Appendix A. Ward identities for charge and spin: compressibility and susceptibility

A.1 Premises and conventions

The system is a two-dimensional electron liquid at T = 0 in one isotropic valley with band mass m_b and band g-factor g_b. Wave vectors are p and q, E is the energy measured from the chemical potential μ, ω is an energy transfer (ħ times an angular frequency), and σ = ±1 labels spin along z. The time-ordered Green function obeys G⁻¹(p,E) = E + μ − ħ²p²/2m_b − Σ(p,E). With P = (p,E) and ∫_P = ∫ d²p/(2π)² ∫ dE/(2πi), the areal density is n_σ = ∫_P G_σ e^{iE0⁺}. Four premises are used.

(P1) The Hamiltonian H commutes with Q_s = N↑ + N↓ and Q_a = N↑ − N↓, and the ground state is unpolarised.

(P2) The system is invariant under translations and rotations in the plane.

(P3) Near p = p_F, E = 0 the Green function has a pole, G = Z/(E − ξ + i0 sgn ξ) + G_inc, with ξ = ħv*(p − p_F), 0 < Z ≤ 1 and G_inc free of a pole there. The damping, of order E² ln|E|, is negligible against |E|. It follows that ∂G⁻¹/∂E = 1/Z and ∂G⁻¹/∂p = −ħv*/Z on the Fermi surface.

(P4) The kernel I_σσ′(P,P′) = δΣ_σ(P)/δG_σ′(P′), which is irreducible in the particle-hole channel, has a limit at zero transfer that does not depend on the ratio ω/q. It is symmetric, being the second derivative of the functional Φ[G] with Σ = δΦ/δG.

The Coulomb line V(q) = e²/(2ε₀ε_s q) that carries the transfer q itself diverges as q → 0 and is removed from I. All vertices and responses below are therefore proper: they answer to the total (external plus Hartree) potential, and μ is counted from the local band edge. The line is spin independent, so only the charge channel is affected.

The quasiparticle mass is m* = ħp_F/v*, and N* = p_F/(πħv*) = m*/(πħ²) is the density of states at the Fermi level for both spins, so that ∫ d²p/(2π)² δ(ξ) (…) = (N*/2)⟨…⟩, where ⟨…⟩ is the average over the direction of p. The ω-limit means q → 0 first, then ω → 0; the q-limit is the reverse order.

A.2 The singular product of two Green functions

Let R(P; q,ω) = G(p+q, E+ω) G(p,E). For the product of the two pole terms, put ξ₊ = ξ + ħv*·q and integrate over E, closing the contour in the upper half-plane, where the poles of occupied states lie. If ξ and ξ₊ have the same sign, both poles are on one side and the integral vanishes. For ξ < 0 < ξ₊ the residue at E = ξ gives Z²/(ω − ħv*·q); for ξ₊ < 0 < ξ the residue at E = ξ₊ − ω gives minus that. With n₀(ξ) the unit step of occupation,

∫ dE/(2πi) R_pole = Z² [n₀(ξ) − n₀(ξ₊)]/(ω − ħv*·q). (A1)

The bracket is nonzero only in a shell of width ħv*q, and ∫ dξ [n₀(ξ) − n₀(ξ₊)] = ħv*·q. For small transfer the contribution thus shrinks onto ξ = 0, E = 0 with a finite weight that depends on s = ω/(ħv*q). Products that contain G_inc, and pole products with both poles on one side, do not pinch the contour and have a unique limit, called R^ω. Hence

R = R^ω + Δ, Δ = 2πi Z² δ(E) δ(ξ) cos θ/(s − cos θ), (A2)

with θ the angle between p and q. The two limits are Δ^ω = 0 (s → ∞) and Δ^q = −2πi Z² δ(E) δ(ξ) (s → 0). For free electrons 2∫_P Δ^q = −N₀ with N₀ = m_b/(πħ²), the static response of the gas, which confirms the sign.

A.3 Vertex and response

Apply a weak potential energy λ_σ U exp[i(q·r − ωt/ħ)], with λ_σ = 1 in the charge channel (s) and λ_σ = σ in the spin channel (a). The vertex Λ is defined by δG_σ⁻¹ = −λ_σ ΛU, so that δG_σ = −G δG_σ⁻¹ G = λ_σ RΛU. From δG⁻¹ = −λU − δΣ and δΣ_σ = Σ_σ′ ∫_P′ I_σσ′ δG_σ′, and because I↑↑ = I↓↓ and I↑↓ = I↓↑ in the unpolarised state, the channels decouple:

Λ = 1 + I R Λ, I^{s,a} = I↑↑ ± I↑↓. (A3)

Products stand for ∫_P′, R is diagonal in P, and 1 is the constant function. The full four-point vertex is Γ = (1 − IR)⁻¹ I. Insert (A2) in (1 − IR)Λ = 1 and multiply from the left by (1 − IR^ω)⁻¹. By (P4) the kernel is the same in both limits, so (1 − IR^ω)⁻¹ 1 = Λ^ω and (1 − IR^ω)⁻¹ I = Γ^ω, and

Λ = Λ^ω + Γ^ω Δ Λ. (A4)

The response is Π = Σ_σ λ_σ δn_σ/U = 2 ∫_P RΛ = 2·1ᵀ K 1 with K = R(1 − IR)⁻¹. Write K = (1 − R^ω I)⁻¹ (1 − R^ω I) R (1 − IR)⁻¹ and K^ω = (1 − R^ω I)⁻¹ R^ω (1 − IR)(1 − IR)⁻¹. In the difference the terms R^ω I R cancel and R − R^ω = Δ remains between the outer factors. The symmetry of I gives 1ᵀ(1 − R^ω I)⁻¹ = (Λ^ω)ᵀ, so

Π = Π^ω + 2 ∫_P Λ^ω Δ Λ. (A5)

The second term lives on the Fermi surface. The first gathers everything else: states far from p_F, the incoherent background and multipair excitations. Equations (A4) and (A5) hold for any perturbation that is even under p → −p; conservation has not yet been used.

A.4 The Ward identity in the ω-limit

Let the potential be uniform, H(t) = H + U(t)Q with Q = Q_s or Q_a. By (P1) the evolution operator factorises into that of H and exp[−(i/ħ) Q ∫U dt]. Since [ψ_σ, Q] = λ_σ ψ_σ, the Heisenberg field only acquires the phase exp[−(i/ħ) λ_σ ∫^t U dτ], and the ground state, an eigenstate of Q, is unchanged up to a phase. Therefore, exactly,

G_σ(p; t,t′) = G(p; t − t′) exp[−(i/ħ) λ_σ ∫_{t′}^{t} U dτ]. (A6)

For U(τ) = U e^{−iωτ/ħ} the linear term of the exponential is λ_σ U (e^{−iωt/ħ} − e^{−iωt′/ħ})/ω. Multiply by G(t − t′) ∝ ∫ dE G(E) e^{−iE(t−t′)/ħ} and collect the coefficient of exp[−i(E+ω)t/ħ + iEt′/ħ]. The first exponential contributes G(E), the second G(E+ω):

δG_σ = λ_σ U [G(p,E) − G(p,E+ω)]/ω. (A7)

Equating this with λ_σ G(E+ω)G(E)ΛU and dividing by the two Green functions gives the Ward identity

Λ(p,E; q=0, ω) = [G⁻¹(p,E+ω) − G⁻¹(p,E)]/ω. (A8)

As ω → 0 the right side becomes ∂G⁻¹/∂E, the same function in both channels, and on the Fermi surface (P3) gives

ZΛ^ω_s = ZΛ^ω_a = 1. (A9)

The density follows from (A6) at t′ → t, where the phase is unity, so δn_σ = 0 for every ω. Equivalently, R^ωΛ^ω = G² ∂G⁻¹/∂E = −∂G/∂E, whose integral over E vanishes because G falls as 1/E. Thus

Π^ω_s = Π^ω_a = 0. (A10)

A uniform field coupled to a conserved quantity cannot change that quantity. The q = 0 component of the Coulomb interaction is cancelled by the neutralising charge, so these statements concern the proper functions.

A.5 The static vertices

Because Δ confines P′ to the Fermi surface, (A4) closes there. Define

f_σσ′(θ − θ′) = Z² Γ^ω_σσ′, f^{s,a} = (f↑↑ ± f↑↓)/2, F^{s,a} = N* f^{s,a}, (A11)

with F(θ) = F₀ + 2 Σ_{l≥1} F_l cos lθ. The channel vertex in (A4) is Γ^ω↑↑ ± Γ^ω↑↓ = 2f^{s,a}/Z², the factor 2πi δ(E) cancels the energy measure, and δ(ξ) gives (N*/2)⟨…⟩. Multiplying (A4) by Z and using (A9),

ZΛ(θ) = 1 + ⟨ F(θ − θ′) [cos θ′/(s − cos θ′)] ZΛ(θ′) ⟩_θ′. (A12)

The pole of G moves by δξ_σ = λ_σ ZΛU. Equation (A12) then reads δξ_σ = λ_σ U + Σ_σ′ ∫ d²p′/(2π)² f_σσ′ δn_p′σ′ with δn_pσ = δ(ξ) [cos θ/(s − cos θ)] δξ_σ, which is the collisionless kinetic equation of Landau. This identifies f with the Landau interaction function. The bare potential enters with unit weight only because of (A9): a quasiparticle carries the full charge and the full spin of an electron, whatever Z is.

In the q-limit the bracket equals −1 and (A12) becomes ZΛ^q + ⟨F ZΛ^q⟩ = 1. The operator on the left is diagonal in the harmonics, with eigenvalues 1 + F_l. The source is isotropic, so if no eigenvalue vanishes the unique solution is

ZΛ^q_s = 1/(1 + F₀^s), ZΛ^q_a = 1/(1 + F₀^a). (A13)

Equation (A5) in the q-limit, with (A9), (A10) and (A13), gives

Π^q = 0 − 2 (N*/2)(ZΛ^ω)(ZΛ^q) = −N*/(1 + F₀). (A14)

The factor Z² of (A2) has been absorbed by the two vertices, and the term off the Fermi surface is zero.

A.6 Compressibility, susceptibility and g*

A static potential of long wavelength leaves the liquid in local equilibrium and shifts the local chemical potentials, μ_σ → μ_σ − λ_σ U. In the charge channel Π^q_s = −dn/dμ, and

dn/dμ = N*/(1 + F₀^s). (A15)

The compressibility is κ = n⁻² dn/dμ, so κ/κ₀ = (m*/m_b)/(1 + F₀^s), where κ₀ belongs to the free gas of mass m_b at the same density.

A magnetic flux density B in the plane of an ideally thin layer acts on spin alone, H_Z = (g_b μ_B B/2) Q_a with z along B, so U = g_b μ_B B/2. The moment per area is M = −(g_b μ_B/2)(n↑ − n↓) = −(g_b μ_B/2) Π^q_a U. With χ = μ₀ M/B, which has the unit metre for a sheet,

χ = μ₀ (g_b μ_B/2)² N*/(1 + F₀^a). (A16)

For g_b = 2 this is μ₀ μ_B² N*/(1 + F₀^a). The splitting of the two spin poles at fixed p = p_F is 2ZΛ^q_a U, which defines g* μ_B B. Therefore

g*/g_b = 1/(1 + F₀^a), χ/χ₀ = g*m*/(g_b m_b). (A17)

The product g*m* is thus a thermodynamic quantity, fixed by the curvature of the ground-state energy with respect to polarisation.

The same local-equilibrium argument applied to G yields a second identity. Since G⁻¹ depends on U only through μ − U, one has Λ^q_s = ∂G⁻¹/∂μ at fixed p and E. Differentiating the condition G⁻¹(p_F(μ), 0; μ) = 0 gives Λ^q_s − (ħv*/Z) dp_F/dμ = 0, or ZΛ^q_s = ħv* dp_F/dμ. By (A13) and (A15), dn/dμ = N* ZΛ^q_s, so

dn/dμ = [p_F/(πħv*)] ħv* dp_F/dμ = d(p_F²/2π)/dμ. (A18)

This is the differential form of the theorem of Luttinger (1960), n = p_F²/2π. The integration constant is not fixed by the argument above. The spin channel gives in the same way δ(n↑ − n↓) = δ(p_F↑² − p_F↓²)/4π, and together with (A18) each species obeys δn_σ = δ(p_Fσ²/4π). A nonzero Π^ω would spoil these relations.

A.7 Range of validity

Conservation. Equations (A9) and (A10) rest on [H,Q] = 0. For an operator that does not commute with H, such as a quadrupolar (l = 2) deformation of the distribution, (A5) remains, but ZΛ^ω differs from 1 and Π^ω is finite, so the static response is not fixed by m* and F₂. Coupling to phonons conserves N↑ and N↓ and leaves all results intact, with m* and F including the phonon dressing. Spin-orbit coupling breaks the conservation of Q_a. With a spin splitting Δ_so ≪ E_F at the Fermi level, the ω-limit must be taken at Δ_so ≪ ω ≪ E_F, and (A16) acquires corrections that vanish with Δ_so/E_F.

Stability. The spin channel requires 1 + F₀^a > 0. The proper charge channel does not require 1 + F₀^s > 0: the response to an external potential is Π/(1 − V(q)Π), whose inverse at small q, −(1 + F₀^s)/N* − V(q), is dominated by V(q), so dn/dμ may be negative in a stable liquid. The vertex for the external potential, Λ^q_s/(1 − VΠ), vanishes as q → 0, which is perfect screening.

Small parameters. The results are linear response at k_BT, g*μ_B B, ħv*q ≪ E_F. In two dimensions the leading corrections to χ are non-analytic and of first order in these ratios. Premise (P3) excludes pairing, density-wave order and quantising perpendicular fields, and (P2) requires p_F times the mean free path to be large.

Valleys. With g_v equivalent valleys N* is multiplied by g_v, and F₀^{s,a} are built from f averaged over the valley of the second particle. In wide AlAs wells the occupied X valleys have their long axes in the plane and elliptical Fermi contours. Then Z(θ)Λ^ω(θ) = 1 and Π^ω = 0 survive, since A.4 uses no isotropy, but the q-limit of (A12) is an integral equation along the contour, and a single F₀ no longer suffices.

A.8 Illustration: a narrow AlAs quantum well

In a narrow (001) AlAs well the electrons occupy the single X valley whose long axis is along the growth direction, with an isotropic in-plane mass, so A.1 applies as stated. The inputs are m_b = 0.21 m_e and g_b = 2 (typical values), an assumed density n = 5.0 × 10¹⁵ m⁻², and the compiled static dielectric constant ε_s = 10.06 (Ioffe Institute, 300 K), applied here to well and barrier alike and at low temperature. Then a_B = 4πε₀ε_sħ²/(m_b e²) = 2.54 nm, p_F = √(2πn) = 1.77 × 10⁸ m⁻¹, r_s = 1/(a_B√(πn)) = 3.15, N₀ = 5.48 × 10³⁶ J⁻¹m⁻², and E_F = n/N₀ = 5.70 meV, or 66 K. At 1 K the ratio k_BT/E_F is 0.015.

The identities relate quantities but do not supply F. A model in which each step can be carried out is exchange with a fixed, statically screened interaction,

W(q) = e²/[2ε₀ε_s(q + q_s)] = N₀⁻¹ q_s/(q + q_s), q_s = 2/a_B = 7.89 × 10⁸ m⁻¹, (A19)

where q_s = e²N₀/(2ε₀ε_s) is the Thomas-Fermi wave vector, which is independent of density in two dimensions. The self-energy Σ_σ(p) = −∫_P′ W(p − p′) G_σ(P′) derives from a functional Φ, with I↑↑ = −W and I↑↓ = 0. It does not depend on E, so Z = 1. Because ∫ dE R^ω = 0 for a pure pole and I is independent of energy, Γ^ω = I and Λ^ω = 1, in accord with (A9). Hence f^s = f^a = −W/2. On the Fermi circle q = 2p_F sin φ with φ = θ/2 in (0,π), and N₀W = x/(x + sin φ), x = q_s/2p_F = r_s/√2 = 2.23. For x > 1 the averages over φ are

I₀ = ⟨N₀W⟩ = 2x arccos(1/x)/(π√(x² − 1)) = 0.787,
J = ⟨N₀W sin²φ⟩ = 2x/π − x²(1 − I₀) = 0.363,
I₁ = ⟨N₀W cos 2φ⟩ = I₀ − 2J = 0.061,

where J follows from sin²φ/(x + sin φ) = sin φ − x + x²/(x + sin φ). Three figures are kept so that two routes can be compared; unrounded values are carried throughout.

Landau route. Moving the derivative onto the step function, ∂Σ/∂p = (p_F/2π)⟨W cos θ⟩. Dividing ħv* = ħ²p_F/m_b + ∂Σ/∂p by ħ²p_F/m_b = p_F/(πN₀) gives m_b/m* = 1 + I₁/2, so m*/m_b = 0.970. Then F₀ = −(m*/m_b) I₀/2 = −0.382 in both channels, ZΛ^q = 1/(1 + F₀) = 1.62, and (A17) gives χ/χ₀ = 1/(1 + I₁/2 − I₀/2) = 1/(1 − J) = 1.57.

Thermodynamic route. Each spin species has μ_σ = ħ²k²/2m_b + Σ(k), with k its own Fermi wave vector. In polar coordinates centred on a point of the circle, Σ(k) = −(2π)⁻² ∫₀^π dφ ∫₀^{2k sin φ} q W(q) dq. Differentiating the upper limit gives dΣ/dk = −(k/π)⟨W sin²φ⟩, so dμ_σ/dk = (ħ²k/m_b)(1 − J), with 1 − J = 0.637. Since μ_σ depends on n_σ alone, both κ/κ₀ and χ/χ₀ equal 1/(1 − J). This derivative, which involves neither m* nor F₀, coincides with (A15) and (A16) for every x.

The model's values are g* = 3.24, g*m*/m_e = 0.66 against g_b m_b/m_e = 0.42, dn/dμ = 8.60 × 10³⁶ J⁻¹m⁻², and χ = 9.3 × 10⁻¹⁶ m against χ₀ = 5.9 × 10⁻¹⁶ m. An in-plane field of 1 T produces a polarisation |n↑ − n↓|/n = 0.016, against 0.010 for the free gas.

Three neglected effects have sizes that matter. First, the layer has a thickness. For an assumed hard-wall well of width w = 4.5 nm, 2p_F w = 1.60, and the form factor Θ(q) = ∫∫ |ψ(z)|²|ψ(z′)|² e^{−q|z−z′|} dz dz′ of the lowest subband is 0.74 at q = 2p_F. With N₀W = xΘ/(xΘ + sin φ) the enhancement 1/(1 − J) drops to 1.5.

Second, the lattice is polar. The compiled values ε_∞ = 8.16 (Skelton 2020) and 402 cm⁻¹ for the LO phonon (Giannozzi 1991) give ħω_LO = 49.8 meV and a Fröhlich constant α = (1/ε_∞ − 1/ε_s) √[(m_b/m_e) Ry/ħω_LO] = 0.18, with Ry the Rydberg energy. Since E_F/ħω_LO = 0.11, the phonons follow the electrons, which justifies the static ε_s in (A19). The second-order mass shift of a single electron in an ideal plane, πα/8 = 0.07, exceeds the model's shift m*/m_b − 1 = −0.030; it is regarded here as contained in m_b, and the model's m* has no meaning at a finer level.

Third, and largest, W is held fixed, whereas real screening responds to density and polarisation and is dynamical. That response makes f↑↓ nonzero and Z < 1, and it separates F₀^s from F₀^a, whose equality here is an artefact. The sensitivity is seen by removing the screening: N₀W = x/sin φ gives J = 2x/π and 1 − J = −0.42 in place of 0.637, a change larger than J itself. With screening, J < ⟨sin²φ⟩ = 1/2, so the model can never give χ/χ₀ above 2.

As typical knowledge, not as a measurement, narrow AlAs wells near r_s ≈ 3 show g*m*/(g_b m_b) of roughly 2.5, and the proper dn/dμ of a thin layer is negative beyond r_s ≈ 2; the model's 1.57 reaches only about 0.6 of that enhancement and has the opposite sign for the compressibility. The identities themselves are unaffected: by (A17), an enhancement of 2.5 with an assumed m* = m_b corresponds to F₀^a = −0.6 and g* = 5, with no part of χ left to the incoherent background.